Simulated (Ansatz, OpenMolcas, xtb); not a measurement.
## How methods differ on SiS (SMILES [Si-]#[S+])

The species is SiS (2 atoms), meant as a singlet with charge 0. SMILES: `[Si-]#[S+]`. The bond length is the measured one.

```csv
atom,x (Å),y (Å),z (Å)
Si,0.0000,0.0000,0.0000
S,0.0000,0.0000,1.9293
```

Each level gives the HOMO–LUMO gap (eV). The values are calculated.

| level | kind | program | value (eV) |
| --- | --- | --- | --- |
| GFN0-xTB | semi-empirical | xtb | 2.40 |
| HF/cc-pVTZ | Hartree–Fock | OpenMolcas | 11.32 |
| SVWN5/cc-pVTZ | LDA | OpenMolcas | 3.78 |
| BLYP/cc-pVTZ | GGA | Ansatz | 3.83 |
| M06-L/cc-pVTZ | meta-GGA | OpenMolcas | 4.15 |
| PBE0/cc-pVTZ | global hybrid | OpenMolcas | 5.72 |
| wB97M-V/cc-pVTZ | range-separated hybrid | Ansatz | 9.78 |
| PBE-QIDH/cc-pVTZ | double hybrid | Ansatz | 9.08 |

The values span 2.40 to 11.32 eV. Orbital gaps aren't excitation energies, and those of double hybrids come from the SCF part alone; they tend to grow with the share of exact exchange.

The local and semilocal functionals agree closely, from 3.78 eV with SVWN5 to 4.15 eV with M06-L, whereas PBE0 gives 5.72 eV and Hartree–Fock 11.32 eV. The larger gap from wB97M-V than from PBE-QIDH, 9.78 against 9.08 eV, probably reflects full exact exchange at long range, which separates occupied levels from virtual ones that feel the field of all the electrons.

SiS is a valence analogue of CO, with one σ and two π bonds. Its lowest empty orbitals are the π* pair, weighted towards silicon, the less electronegative atom. Diffuse 3p orbitals overlap less well sideways than 2p orbitals do, so this pair lies lower than in CO and makes silicon the natural acceptor site. The formal charges in the SMILES balance the valences of a triple bond; the actual electron density is polarised towards sulfur. The wide spread in gaps is not in itself a sign of multireference character in the ground state.
